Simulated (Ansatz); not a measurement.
# ScF₃: smallest direct gap on path against volume per atom

Periodic Kohn-Sham DFT of a crystal at fixed atoms; Kohn-Sham levels at symmetry points; band -1 is the highest filled and +1 the lowest empty one at that point, spin up along a +z start moment. The results are calculated, by Ansatz 0.2.0.

Cell of the first row (space group Pm-3m, No. 221):
```
cell vectors (Å)
   3.9582     0.0000     0.0000
   0.0000     3.9582     0.0000
   0.0000     0.0000     3.9582
atoms (fractions of the cell vectors)
Sc  0.00000  0.00000  0.00000
F   0.50000  0.00000  0.00000
F   0.00000  0.50000  0.00000
F   0.00000  0.00000  0.50000
```

Settings of every row: method all-electron LAPW; functional LDA; relativity scalar; k mesh 6x6x6; filling fermi-dirac; smearing width 0.02 eV; basis error target 1 meV/atom; nucleus gaussian.

Atom start moment: 0 on all atoms.

Limits: semilocal functionals tend to give too small a gap.

| row | volume per atom (Å³) | smallest direct gap on path (eV) | band gap (eV) |
| --- | --- | --- | --- |
| 1 | 15.504 | 6.958 | 6.416 |
| 2 | 15.827 | 6.854 | 6.313 |
| 3 | 15.988 | 6.802 | 6.261 |
| 4 | 16.15 | 6.749 | 6.211 |
| 5 | 16.311 | ? | ? |
| 6 | 16.473 | 6.645 | 6.11 |
| 7 | 16.796 | 6.541 | 6.011 |
| 8 | 17.119 | 6.437 | 5.912 |

Question: what smallest direct gap on path should row 5 give?

Worked fit of smallest direct gap on path. Take t = volume per atom − 16, in Å³. The shown rows have t = -0.496, -0.173, -0.012, 0.15, 0.473, 0.796, 1.119. Their means are 0.26529 and 6.7123 eV; the sums about the means are S_tt = 1.915 and S_ty = -0.6182, whose ratio is the slope. Least squares give smallest direct gap on path = 6.7979 − 0.32273 × t eV. All shown rows lie on it to the printed digit. The withheld row has t = 0.311, so the fit gives 6.7979 − 0.32273 × (0.311) = 6.698 eV.

The calculation gave 6.697 eV. The fit lies 0.001 eV (0.19 % of the column's range) above it, one unit of the last digit.

The other values of row 5: band gap 6.16 eV.
